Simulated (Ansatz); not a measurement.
## Ligand exchange: Sn(CH3)Br + SiH2(CH3)Cl → Sn(CH3)Cl + SiH2(CH3)Br

Gas-phase species: Sn(CH3)Br, singlet; SiH2(CH3)Cl, singlet; Sn(CH3)Cl, singlet; SiH2(CH3)Br, singlet. The partners trade Br for Cl: Sn–Br and Si–Cl bonds give way to Sn–Cl and Si–Br.

Shapes, held fixed at every level: PBE0-D4/def2-TZVP. Programs: Ansatz 0.2.0. The zero-point and thermal change to 298 K, harmonic and unscaled (PBE0-D4/def2-TZVP), is -0.5 kJ/mol.

Problem. Estimate ΔH(298 K) of this reaction.

Solution. The highest level, CCSD(T)/def2-TZVPP, gives ΔH(298 K) = +16.3 kJ/mol; the levels span +15.9 to +21.5. The column of differences is taken from that level and isn't an error. No measured value is set beside it here. For atoms past krypton def2 sets carry core potentials with scalar relativity. Relativity is left out for Br. Outer-core shells of Br, Sn are correlated, in sets that cover them unevenly.

```
             level                    kind  ΔH(298 K) (kJ/mol)  less CCSD(T)/def2-TZVPP
       HF/def2-SVP            Hartree–Fock               +18.9                     +2.6
  SPW92/def2-TZVPP                     LDA               +16.5                     +0.2
 PBE-D4/def2-TZVPP                     GGA               +16.2                     -0.1
PBE0-D4/def2-TZVPP           global hybrid               +16.9                     +0.6
wB97X-V/def2-TZVPP  range-separated hybrid               +15.9                     -0.4
      MP2/def2-SVP     perturbation theory               +21.5                     +5.2
CCSD(T)/def2-TZVPP   coupled cluster or CI               +16.3                      0.0
```

The exchange is endothermic at every level, so in enthalpy chlorine prefers silicon and bromine the stannylene. Replacing Cl by Br weakens the bond to either centre, but the sign means that the loss is greater at silicon than at tin. The likely reason is that the smaller, harder silicon gains more from the compact, more electronegative chloride through a short, strongly polar bond, whereas the larger and more diffuse orbitals of divalent tin discriminate less between the two halogens. Halogen lone-pair donation into the empty p orbital on tin may also contribute, but reaction enthalpies alone can't isolate it.

Because the number of bonds of each formal type to halogen, carbon and hydrogen is conserved, much of the error in describing them cancels, which probably explains why even the LDA lies close to coupled cluster. The two largest values, from Hartree–Fock and MP2, both come from the split-valence basis, so their deviations can't be assigned to the treatment of correlation alone. The enthalpy says nothing about the barrier to halogen transfer.
